# Discretisation error of Berry-phase response

## Statement

In an insulator, let the polarisation be evaluated from the discrete Berry phase on strings of $N$ equally spaced k-points along a primitive reciprocal vector $\mathbf b$. Let $d=2\pi/|\mathbf b|$ be the spacing of the lattice planes normal to $\mathbf b$, $L=Nd$, and $q=2\pi/L$ the step. The sum of Wannier centres per cell and per spin, projected on $\mathbf b$, then comes out as

$$X_N=c_1-\frac{q^2}{6}c_3+\frac{q^4}{120}c_5-\dots+O(e^{-\kappa' L}),\tag{1}$$

where $c_1$ is the exact value, $c_n$ are the position cumulants per cell, and $\kappa'$ is any number below the distance $\kappa$ from the real k-axis to the nearest branch point joining occupied and empty bands. Three consequences follow.

1. The polarisation $P$, the clamped-ion susceptibility $\chi$ and the Born charge $Z^*$ take the form $f(N)=f_\infty+A/N^2+B/N^4+\dots$, with even powers only, up to exponentially small terms.
2. Linear response with the analytic derivative $\partial/\partial k$ has no power-law term and converges as $e^{-\kappa' L}$.
3. Two meshes remove the leading term:

$$f_\infty=\frac{4f(2N)-f(N)}{3}+\frac{B}{4N^4}+O(N^{-6}).\tag{2}$$

## Premises and conventions

SI units, $e>0$, electron charge $-e$, cell volume $\Omega$, two electrons per orbital. The coordinate $x$ and the wavevector $k$ are measured along $\mathbf b$. The transverse wavevector is held fixed until Step 3.

- (a) Electrons move independently in a periodic potential, given or self-consistent, and $H_k=e^{-ikx}He^{ikx}$ is analytic in $k$.
- (b) The $M$ occupied bands are separated from the empty ones by a gap at every real $k$. The projector on them is then analytic in a strip $|\mathrm{Im}\,k|<\kappa$ (Kohn 1959 for one dimension), and along one string an analytic basis $|u_{nk}\rangle$ exists.
- (c) Bloch functions are $\psi_{nk}=e^{ikx}u_{nk}$ in the periodic gauge $u_{n,k+|\mathbf b|}=e^{-i|\mathbf b|x}u_{nk}$, and the mesh is $k_j=k_0+jq$, $j=0,\dots,N-1$.

With $S_{mn}(k,k')=\langle u_{mk}|u_{nk'}\rangle$ the discrete phase of King-Smith and Vanderbilt (1993) is

$$\phi_N=-\mathrm{Im}\ln\prod_{j=0}^{N-1}\det S(k_j,k_j+q),\qquad X_N=\frac{d}{2\pi}\phi_N,\qquad P_N=-\frac{2eX_N}{\Omega}.\tag{3}$$

In three dimensions the vector sum of centres is $\sum_i\mathbf a_i\phi^{(i)}/2\pi$, with one phase per primitive $\mathbf b_i$. Its projection on $\mathbf b_i$ is $d\,\phi^{(i)}/2\pi$ because $\mathbf a_j\cdot\mathbf b_i=2\pi\delta_{ij}$.

## Derivation

**Step 1. The string is a supercell of length $L$.** Let $\Psi$ be the Slater determinant of the $NM$ orbitals $\psi_{nk_j}$ of one spin, normalised on a ring of length $L$, and $\hat X=\sum_i x_i$. The operator $e^{-iq\hat X}$ is single valued on the ring since $qL=2\pi$. It is a product of one-body factors, so its expectation value is the determinant of the matrix $\langle\psi_{mk}|e^{-iqx}|\psi_{nk'}\rangle$. Translation symmetry leaves only $k'=k+q$, where the element is $S_{mn}(k,k+q)$. The matrix is block cyclic. Its permutation consists of $M$ cycles of length $N$, so

$$\langle\Psi|e^{-iq\hat X}|\Psi\rangle=(-1)^{M(N-1)}\prod_j\det S(k_j,k_j+q).$$

The sign is constant and cancels between the two spins. Complex conjugation gives $(L/2\pi)\,\mathrm{Im}\ln\langle e^{2\pi i\hat X/L}\rangle=NX_N$ modulo $L$, apart from that sign. This is the single-point formula of Resta (1998). A string of $N$ points and an $N$-fold supercell sampled at one point carry the same error.

**Step 2. Cumulants.** On a ring $q$ is quantised and powers of $\hat X$ have no meaning, so the cumulants are defined in the infinite crystal (Souza, Wilkens and Martin 2000). With an overbar for the average of $k$ over one period $|\mathbf b|$,

$$G(q)=\overline{\ln\det S(k,k+q)}=\sum_{n\ge1}\frac{(-iq)^n}{n!}c_n .\tag{4}$$

The branch of the logarithm is fixed by $S(k,k)=1$. Three properties are needed.

*Reality.* $S(k,k+q)^\dagger=S(k+q,k)$, and a shift of the averaging variable gives $G(q)^*=G(-q)$. Hence all $c_n$ are real, and

$$-\mathrm{Im}\,G(q)=qc_1-\frac{q^3}{6}c_3+\frac{q^5}{120}c_5-\dots\tag{5}$$

*Gauge.* A unitary mixing $U(k)$ with $\det U=e^{i\vartheta(k)}$ and winding number $w$ adds $i\,\overline{[\vartheta(k+q)-\vartheta(k)]}=iwqd$ to $G$. It shifts $c_1$ by a multiple of $d$ and leaves $c_{n\ge2}$ unchanged.

*First cumulant.* $G'(0)=-ic_1$ gives $c_1=\overline{\,i\sum_n\langle u_{nk}|\partial_ku_{nk}\rangle}$, the continuum Berry-phase value of the centre sum.

**Step 3. Mesh sum against integral.** At fixed small $q$ the function $f(k)=\ln\det S(k,k+q)$ has period $|\mathbf b|$ by (c). With the bra continued as $\langle u_{mk^*}|$ it is analytic and bounded by $C\propto q$ in $|\mathrm{Im}\,k|\le\kappa'<\kappa$, since $S$ stays close to the unit matrix there. Write $f=\sum_m f_me^{imkd}$. Moving the contour of the Fourier integral to $\mathrm{Im}\,k=\mp\kappa'$ gives $|f_m|\le Ce^{-\kappa'|m|d}$. The mesh average annihilates every harmonic except multiples of $N$:

$$\frac1N\sum_jf(k_j)=f_0+\sum_{m\ne0}f_{mN}\,e^{imk_0L},\qquad\Big|\sum_{m\neq0}\Big|\le\frac{2Ce^{-\kappa'L}}{1-e^{-\kappa'L}}.\tag{6}$$

Since $f_0=G(q)$ and $Nd/2\pi=1/q$, Eq. (3) becomes $X_N=-\mathrm{Im}\,G(q)/q+O(e^{-\kappa'L})$, and Eq. (5) turns this into Eq. (1). The average over transverse k-points is again a mesh average of an analytic periodic function. In three dimensions the surviving harmonics belong to the lattice vectors $\mathbf R$ of the supercell and fall off as $e^{-\kappa'|\mathbf R|}$.

Two errors are thus distinct. The *quadrature* error (6) is exponentially small. The *finite-step* error arises because the spacing $q$ also serves as the step of a numerical derivative, and it is a series in $q^2\propto1/N^2$.

**Step 4. Meaning of $c_3$.** For one band the Wannier function $w$ obeys $\langle w|e^{-iqx}|w\rangle=\overline{S(k,k+q)}$, so its cumulants come from $\ln\overline S$, while Eq. (4) has $\overline{\ln S}$. Write $\ln S=\sum_n s_n(k)q^n/n!$ and choose the gauge in which the connection $s_1$ is independent of $k$. Factoring out $e^{qs_1}$ and expanding,

$$\ln\overline S=qs_1+\frac{q^2}{2}\overline{s_2}+\frac{q^3}{6}\overline{s_3}+q^4\Big[\frac{\overline{s_4}}{24}+\frac{\overline{s_2^2}-\overline{s_2}^{\,2}}{8}\Big]+\dots$$

Through third order the two generating functions coincide. So $c_3=\langle(x-\langle x\rangle)^3\rangle$ in that Wannier function, and the leading error is set by its skewness. From fourth order on they differ unless $S$ is independent of $k$. For several bands Eq. (4) remains the definition.

**Step 5. Born charge.** At zero macroscopic field $Z^*=(\Omega/e)\,\partial P_{\rm tot}/\partial u$ for a sublattice displacement $u$. With core charge $Z_{\rm ion}$ and Eq. (1),

$$Z^*_N=Z_{\rm ion}-2\frac{\partial X_N}{\partial u}=Z^*_\infty+\frac{q^2}{3}\frac{\partial c_3}{\partial u}+O(q^4).\tag{7}$$

Termwise differentiation is allowed because $G$ is analytic in $u$ while the gap stays open. A symmetry that makes $c_3$ vanish need not make $\partial c_3/\partial u$ vanish. A rigid translation $t$ multiplies each $\det S$ by $e^{-iMqt}$ and moves $X_N$ by exactly $Mt$, so the acoustic sum rule is untouched by the finite step.

**Step 6. Susceptibility in a finite field.** The finite-field method (Souza, Íñiguez and Vanderbilt 2002; Umari and Pasquarello 2002) minimises $F=E[u]-\Omega\mathcal E P_N[u]$. Vary one orbital set by $|\delta u_{mk}\rangle$ in the empty space at $k$, with projector $Q_k$. Use $\delta\ln\det S=\mathrm{tr}\,S^{-1}\delta S$ on the two links that touch $k$, and replace the imaginary part of the backward link by minus that of its conjugate:

$$\delta\phi_N=-\mathrm{Im}\sum_m\langle\delta u_{mk}|\tilde u_m(q)-\tilde u_m(-q)\rangle,\qquad|\tilde u_m(s)\rangle=\sum_n|u_{n,k+s}\rangle\,[S^{-1}(k,k+s)]_{nm}.\tag{8}$$

By construction $\langle u_{lk}|\tilde u_m(s)\rangle=\delta_{lm}$ for all $s$, so $\partial_s\tilde u_m(0)=Q_k|\partial_ku_{mk}\rangle$. The difference in Eq. (8) is odd in $q$:

$$\frac{\tilde u_m(q)-\tilde u_m(-q)}{2q}=Q_k\,\partial_ku_{mk}+\frac{q^2}{6}\,\partial_s^3\tilde u_m(0)+O(q^4).$$

Collect the real and imaginary parts of all variations in a real vector $y$. Then $E=E_0+\tfrac12y^TKy$ with $K$ positive definite for a stable insulator, and $P_N=P_{N,0}+g_N^Ty+O(y^2)$ with $g_N=g+q^2g_2+O(q^4)$. Minimisation gives $y=\Omega\mathcal E K^{-1}g_N+O(\mathcal E^2)$, so

$$\chi_N=\frac{1}{\varepsilon_0}\frac{\partial P_N}{\partial\mathcal E}=\frac{\Omega}{\varepsilon_0}g_N^TK^{-1}g_N=\frac{\Omega}{\varepsilon_0}\left[g^TK^{-1}g+2q^2g_2^TK^{-1}g+O(q^4)\right].\tag{9}$$

The step enters twice, once in the coupling to the field and once in the reading of $P_N$. For a fixed potential $K$ is diagonal in $k$, and each bracketed term is a mesh average to which Eq. (6) applies. A local self-consistent kernel adds a linear equation for the cell-periodic density response, whose coefficients are mesh averages of the same kind, so the conclusion stands. The force on a sublattice is $-\partial F/\partial u$ at the minimum. Equality of the mixed derivatives of the minimised $F$ in $u$ and $\mathcal E$ shows that the Born charge from forces in a small field equals Eq. (7), error included.

**Step 7. Analytic $\partial/\partial k$.** Differentiating $H_ku_{nk}=\epsilon_{nk}u_{nk}$ and projecting gives

$$(H_k-\epsilon_{nk})\,Q_k|\partial_ku_{nk}\rangle=-Q_k\,(\partial_kH_k)|u_{nk}\rangle ,$$

which is solved at each $k$ with no reference to its neighbours. This yields $g$ itself in place of $g_N$. Differentiating $c_1$ and integrating by parts in $k$,

$$\frac{\partial c_1}{\partial u}=\overline{-2\,\mathrm{Im}\sum_n\langle\partial_uu_{nk}|Q_k|\partial_ku_{nk}\rangle},$$

in accord with the $q\to0$ limit of Eq. (8). The summand is gauge invariant, periodic and analytic in the strip, and so is that of $g^TK^{-1}g$. Only the quadrature error (6) remains.

**Step 8. Extrapolation.** From $f(N)=f_\infty+A/N^2+B/N^4$ and $f(2N)=f_\infty+A/4N^2+B/16N^4$ one finds $4f(2N)-f(N)=3f_\infty-3B/4N^4$, which is Eq. (2). For general meshes the leading term cancels in $[N_2^2f(N_2)-N_1^2f(N_1)]/(N_2^2-N_1^2)$.

## Range of validity

- **Gap.** In a metal $\det S$ and the analytic strip are lost and nothing above holds. A small gap means small $\kappa$ and a late onset of both regimes.
- **Step.** After the shift $k\to k-q/2$ the integrand of Eq. (4) is analytic for $|\mathrm{Im}\,q|<2\kappa$. Convergence of the series is therefore assured only for $q<2\kappa$, and only if $\det S$ has no zero at smaller complex $q$.
- **Quadrature.** Equation (2) does not remove the term (6). That of the coarse mesh survives with weight $1/3$.
- **Field.** $F$ loses its minimum when $e\mathcal EL$ becomes comparable to the gap, so $N$ cannot be raised at fixed field. Finite fields and displacements add their own terms, of relative order $\mathcal E^2$ and $u^2$ in symmetric differences.
- **Consistency.** Both meshes need the same string directions, the same branch of the phase and the same scaling of all mesh dimensions.
- **Functional.** Fock exchange has a singular Coulomb kernel, whose mesh sum can converge algebraically in either route unless it is screened or corrected.

## Illustration: Born charge of AlAs

**Target value.** In a zinc-blende crystal a relative displacement $u$ gives $P=Z^*eu/\Omega$. A long longitudinal wave carries the field $-P/\varepsilon_0\varepsilon_\infty$ and a transverse wave none, so

$$Z^{*2}=\varepsilon_0\varepsilon_\infty\Omega\mu\,(\omega_{LO}^2-\omega_{TO}^2)/e^2 .$$

Compiled measured values are 402 and 361 cm$^{-1}$ (Giannozzi 1991) and $\varepsilon_\infty=8.16$ (Skelton 2020). The approximate lattice constant $a=5.66$ Å gives $\Omega=a^3/4=45.33$ Å$^3$, and masses of about 26.98 and 74.92 u give $\mu=19.84$ u. The squared wavenumbers differ by 31283 cm$^{-2}$, and $|Z^*|=2.16$.

**Model.** In a bond-orbital model each of the four bonds per cell holds one doubly occupied orbital, with weight $p=(1+\alpha)/2$ on an As hybrid and $1-p$ on an Al hybrid. The hybrids are treated as points at the nuclei. The polarity is $\alpha=V_3/\sqrt{V_2^2+V_3^2}$, with $V_3$ fixed and the covalent coupling $V_2\propto\ell^{-2}$ in the bond length $\ell$, Harrison's approximate scaling. With $\beta=1-\alpha^2$ this gives $\partial\alpha/\partial\ln\ell=2\alpha\beta$. No hybrid is shared between bonds, so $S$ is diagonal and independent of $k$. For a bond with Al-to-As vector $\boldsymbol\ell_b$, $\theta_b=\mathbf q\cdot\boldsymbol\ell_b$, and origin at Al,

$$-\arg\left[1-p+pe^{-i\theta_b}\right]=\frac{\theta_b}{2}+\arctan\left(\alpha\tan\frac{\theta_b}{2}\right).$$

Its partial derivatives are $\tfrac12+\alpha/2D_b$ in $\theta_b$ and $\sin\theta_b/2D_b$ in $\alpha$, with $D_b=1-\beta\sin^2(\theta_b/2)$.

For $\mathbf b=(2\pi/a)(-1,1,1)$ the plane spacing is $d=a/\sqrt3=3.268$ Å and $\ell=\sqrt3a/4=2.451$ Å. One bond is antiparallel to $\mathbf b$, with projection $-\ell$ and $|\theta|=\theta_1=q\ell=3\pi/2N$. Three have projection $+\ell/3$ and $\theta_2=\pi/2N$. The threefold axis along $\mathbf b_i$ forces $\partial\phi^{(i)}/\partial\mathbf u=\lambda\mathbf b_i$ with one $\lambda$ for the three equivalent strings, so the centre sum moves by $\lambda\mathbf u$ and $Z^*_N$ is isotropic. Move As by $u$ along $\mathbf b$. Then $\delta\theta_b=qu$ and $\delta\ln\ell_b=qu\,\theta_b/\theta_1^2$, and $\lambda$ is the summed change of the four phases divided by $qu$. With core charges 3 and 5, $Z^*_{\rm As}=5-2\lambda=-Z^*_{\rm Al}$, and

$$Z^*_{{\rm Al},N}=-1+\alpha\left[\frac1{D_1}+\frac3{D_2}\right]+2\alpha\beta\left[\frac{\sin\theta_1}{\theta_1D_1}+\frac{\sin\theta_2}{3\theta_2D_2}\right].\tag{10}$$

As $N\to\infty$ this tends to $Z^*_\infty=4\alpha-1+\tfrac83\alpha\beta$. The analytic derivative gives this value on any mesh, because the summand of Step 7 is independent of $k$ here. The polarity is chosen as $\alpha=0.535$ in order to reproduce the target, which gives $\beta=0.7138$ and $Z^*_\infty=2.1583$. The extra digits belong to the model and serve only to display convergence.

**Coefficient from the cumulant.** A two-point distribution with projected separation $\ell_b$ has third cumulant $p(1-p)(1-2p)\ell_b^3=-\tfrac14\alpha\beta\ell_b^3$. Differentiate with $\partial\ell_b/\partial u=1$, $\partial\alpha_b/\partial u=2\alpha\beta\ell_b/\ell^2$ and $\partial(\alpha\beta)/\partial\alpha=1-3\alpha^2$, and use $\sum\ell_b^2=\tfrac43\ell^2$ and $\sum\ell_b^4=\tfrac{28}{27}\ell^4$:

$$\frac{\partial c_3}{\partial u}=-\alpha\beta\ell^2\left[1+\tfrac{14}{27}(1-3\alpha^2)\right]=-2.46\ \text{Å}^2 .$$

Equation (7) applies to As. Reversing the sign for Al and inserting $q^2\ell^2=9\pi^2/4N^2$,

$$A=\pi^2\alpha\beta\left(\tfrac76\beta-\tfrac1{36}\right)=3.034 ,$$

which is also what the expansion of Eq. (10) to order $\theta^2$ gives.

| $N$ | $Z^*_{{\rm Al},N}$ | $Z^*_N-Z^*_\infty$ | relative | $N^2(Z^*_N-Z^*_\infty)$ |
|---|---|---|---|---|
| 4 | 2.3592 | 0.2009 | 9.3 % | 3.214 |
| 8 | 2.2064 | 0.0481 | 2.2 % | 3.080 |
| 16 | 2.1702 | 0.0119 | 0.55 % | 3.045 |

The last column approaches $A$. The extrapolation $[4f(2N)-f(N)]/3$ gives 2.1555 from the pair (4, 8) and 2.1581 from (8, 16). These lie $-0.0028$ and $-0.00018$ from the limit, a ratio of 15.5 against the 16 of a pure $N^{-4}$ remainder.

**What the model omits.** Flat bands have no quadrature error, and point hybrids have no tails. The size of the first omission follows from a two-band form with mirror masses near the direct gap, $\epsilon=E_g/2\pm[E_g^2/4+E_g\hbar^2k^2/2m^*]^{1/2}$, whose branch point lies at $k=i\kappa$ with $\hbar^2\kappa^2/2m^*=E_g/4$. The compiled direct gap 3.099 eV (Vurgaftman 2001) and a typical $\Gamma$ mass $m^*\approx0.15\,m_e$ give $\kappa\approx0.175$ Å$^{-1}$. The shortest supercell vector is $Na/\sqrt2=4.00N$ Å, so $e^{-\kappa|\mathbf R|}$ is about 0.06, 0.004 and $1\times10^{-5}$ for $N=4$, 8 and 16, with a prefactor this estimate does not fix. At $N=4$ the factor rivals the 9.3 % finite-step term, and $q<2\kappa$ requires $N>\pi/\kappa d\approx5.5$. The pair (8, 16) is therefore the first doubling pair of the table inside the assured range, and there the surviving quadrature term can exceed the $N^{-4}$ remainder. A functional that gives a smaller gap lowers $\kappa$ and raises these thresholds. In a finite-field run at $N=16$, $L=52.3$ Å and the compiled fundamental gap 2.16 eV (Wing 2021) place the field limit near 4 MV/cm, as an order of magnitude.

The $1/N^2$ law and the weights $4/3$ and $-1/3$ are general. The coefficient $A=3.034$ is the model's, not the material's. It measures $\partial c_3/\partial u$, to which the neglected orbital shapes and tails contribute at the same order, and even within the model it changes sign at $\beta=1/42$. Neither its size nor its sign can be carried over to a first-principles calculation of AlAs, where $A$ has to be read from the meshes themselves as $A\approx\tfrac43N^2[f(N)-f(2N)]$.